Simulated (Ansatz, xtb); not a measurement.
Two isomers of C4H9BO3

Structure I is `COB1OC[C@H](C)O1`, a singlet and structure II is `CC[C@@H]1COB(O)O1`, a singlet. Both are isolated molecules in the gas phase, relaxed with r2SCAN-D4/def2-SVP; each stands in its lowest conformer found.

I (Å):

```yaml
atoms:
  - { symbol: C, position_ang: [-0.8500, 2.2294, 1.3236] }
  - { symbol: C, position_ang: [-1.7933, -1.0990, -1.1290] }
  - { symbol: C, position_ang: [-0.3442, -1.6303, -1.2201] }
  - { symbol: C, position_ang: [-0.2042, -3.1164, -0.9808] }
  - { symbol: B, position_ang: [-0.4354, 0.1842, 0.1264] }
  - { symbol: O, position_ang: [-0.0025, 1.1602, 0.9503] }
  - { symbol: O, position_ang: [-1.6877, 0.1505, -0.4547] }
  - { symbol: O, position_ang: [0.3572, -0.8838, -0.2181] }
  - { symbol: H, position_ang: [-1.8104, 2.2003, 0.7854] }
  - { symbol: H, position_ang: [-1.0455, 2.1835, 2.4075] }
  - { symbol: H, position_ang: [-0.3431, 3.1828, 1.1061] }
  - { symbol: H, position_ang: [-2.2603, -0.9574, -2.1170] }
  - { symbol: H, position_ang: [-2.4324, -1.7830, -0.5380] }
  - { symbol: H, position_ang: [0.0948, -1.3686, -2.2033] }
  - { symbol: H, position_ang: [-0.7517, -3.6857, -1.7490] }
  - { symbol: H, position_ang: [0.8534, -3.4163, -1.0168] }
  - { symbol: H, position_ang: [-0.6073, -3.3829, 0.0091] }
```

II (Å):

```yaml
atoms:
  - { symbol: C, position_ang: [-1.8523, 0.3512, 1.6729] }
  - { symbol: C, position_ang: [-1.4974, 0.5170, 0.2014] }
  - { symbol: C, position_ang: [-0.3431, -0.3658, -0.2335] }
  - { symbol: C, position_ang: [0.0259, -0.2421, -1.7300] }
  - { symbol: B, position_ang: [-0.2324, -2.4132, -1.1893] }
  - { symbol: O, position_ang: [0.2637, -1.5770, -2.1677] }
  - { symbol: O, position_ang: [-0.2861, -3.7611, -1.3047] }
  - { symbol: O, position_ang: [-0.6709, -1.7525, -0.0702] }
  - { symbol: H, position_ang: [-2.1073, -0.6972, 1.8880] }
  - { symbol: H, position_ang: [-1.0053, 0.6302, 2.3210] }
  - { symbol: H, position_ang: [-2.7112, 0.9801, 1.9521] }
  - { symbol: H, position_ang: [-2.3685, 0.2746, -0.4344] }
  - { symbol: H, position_ang: [-1.2276, 1.5665, -0.0194] }
  - { symbol: H, position_ang: [0.5403, -0.1540, 0.4025] }
  - { symbol: H, position_ang: [0.9224, 0.3757, -1.8989] }
  - { symbol: H, position_ang: [-0.8090, 0.1923, -2.3123] }
  - { symbol: H, position_ang: [0.0395, -4.0511, -2.1650] }
```

Question: Estimate which is lower in electronic energy at CCSD(T)/def2-SVP + ΔMP2/def2-TZVPP, and by roughly how much.

Answer: The CCSD(T)/def2-SVP + ΔMP2/def2-TZVPP calculation puts structure II lower, by 0.576 eV.

How the difference moves with the method:

| level | geometry | E(II) − E(I) (eV) | departure from the last row (eV) | job, with rough time for the two |
| --- | --- | --- | --- | --- |
| GFN2-xTB | GFN2-xTB | −0.276 | +0.300 | optimisation, 0.37 s |
| HF/STO-3G | GFN2-xTB | −0.044 | +0.532 | single point, 0.44 s |
| r2SCAN-D4/def2-SVP//GFN2-xTB | GFN2-xTB | −0.519 | +0.057 | single point, 4.3 s |
| r2SCAN-D4/def2-SVP | r2SCAN-D4/def2-SVP | −0.525 | +0.051 | optimisation, 95 s |
| HF/def2-SVP | r2SCAN-D4/def2-SVP | −0.466 | +0.110 | part of the CCSD(T) run |
| MP2/def2-SVP | r2SCAN-D4/def2-SVP | −0.618 | −0.042 | part of the CCSD(T) run |
| CCSD(T)/def2-SVP | r2SCAN-D4/def2-SVP | −0.557 | +0.019 | single point |
| CCSD(T)/def2-SVP + ΔMP2/def2-TZVPP | r2SCAN-D4/def2-SVP | −0.576 |  | single point, 2.2 min |

As drawn, II has 1 C–C, 1 O–H in place of 1 C–O, 1 C–H.

The levels shown agree on the order. The largest departure from CCSD(T)/def2-SVP + ΔMP2/def2-TZVPP is that of HF/STO-3G, 0.532 eV. The last row adds to CCSD(T) the change of the MP2 difference between the two basis sets, here −0.019 eV.

With thermal terms from frequencies at re-optimised GFN2-xTB minima (ideal gas, soft modes damped towards free rotors, one conformer each, 298.15 K, 1 atm): the zero-point term adds +0.033 eV; ΔH is −0.558 and ΔG −0.519 eV.

The correlated steps freeze 8 core orbitals. Codes used: Ansatz 0.2.0, xtb 6.7.1; the last row on 4 threads of Arm Neoverse V1 on a shared host.

The preference for II is essentially that of an alcohol over an isomeric ether. Both molecules keep the five-membered dioxaborolane ring and a boron bound to three oxygens, so ring strain and O-to-B π donation should largely cancel. What changes is that a methylene unit leaves the methoxy group and lengthens the carbon side chain, trading a C–O and a C–H bond for a C–C and a strong, polar O–H bond.

Most of the gap is already present in HF/def2-SVP. Correlation widens it, and MP2 overshoots that contribution relative to CCSD(T) in the same basis. The near-degeneracy in HF/STO-3G probably reflects a minimal basis too rigid to describe the polarised O–H bond. GFN2-xTB's shortfall lies in its energies rather than its structures, since r2SCAN-D4 gives almost the same difference on either geometry.

The free energy keeps II favoured, but this gas-phase ordering says nothing about how readily the isomers interconvert, which would require breaking and remaking strong covalent bonds.
